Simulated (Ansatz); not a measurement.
Ligand exchange: BH(CH3)2 + SiH3I → BH(CH3)I + SiH3(CH3)

Species: BH(CH3)2, singlet; SiH3I `[SiH3]I`, singlet; BH(CH3)I, singlet; SiH3(CH3) (methylsilane), singlet. The partners trade CH3 for I: B–CH3 and Si–I bonds give way to B–I and Si–CH3.

Shapes, held fixed at every level: PBE0-D4/def2-TZVP. Programs: Ansatz 0.2.0. The zero-point and thermal change to 298 K, harmonic and unscaled (PBE0-D4/def2-TZVP), is -0.1 kJ/mol.

(1) Estimate ΔH(298 K) of this reaction.

Results:

(1) The highest level, CCSD(T)/def2-TZVPP, gives ΔH(298 K) = +5.1 kJ/mol; the levels span +5.1 to +19.2. The column of differences is taken from that level and isn't an error. No measured value is set beside it here. For atoms past krypton def2 sets carry core potentials with scalar relativity. Correlated rows may include outer-core shells of I, which these sets cover unevenly.

```tsv
level	kind	ΔH(298 K) (kJ/mol)	less CCSD(T)/def2-TZVPP
HF/def2-SVP	Hartree–Fock	+19.2	+14.1
SPW92/def2-TZVPP	LDA	+9.1	+4.0
PBE-D4/def2-TZVPP	GGA	+9.4	+4.3
r2SCAN-D4/def2-TZVPP	meta-GGA	+11.3	+6.2
B3LYP-D4/def2-TZVPP	global hybrid	+12.3	+7.2
MP2/def2-SVP	perturbation theory	+5.4	+0.3
CCSD/def2-TZVPP	coupled cluster or CI	+8.3	+3.2
CCSD(T)/def2-TZVPP	coupled cluster or CI	+5.1	0.0
```

The exchange is mildly endothermic at every level, so methyl on boron with iodine on silicon is the preferred pairing. The enthalpy is small because each side keeps one bond to carbon and one to iodine, and most of the bond energy cancels. What remains probably reflects boron's empty p orbital: iodine can donate a lone pair into it, but its diffuse 5p orbital overlaps poorly with the compact boron 2p, while methyl already offers hyperconjugation. The polar Si–I bond given up adds to the cost.

Correlation favours the products. In the same basis, MP2 lowers the Hartree–Fock value from +19.2 to +5.4 kJ/mol, and triples take the coupled-cluster value from +8.3 to +5.1. This suggests that correlation between iodine's polarisable shell and its close neighbours matters more at boron. MP2's match with CCSD(T) crosses basis sets and may be fortuitous. A near-thermoneutral exchange is well supported, but the enthalpy alone doesn't fix the equilibrium, which is also helped statistically by the choice of either methyl for replacement.
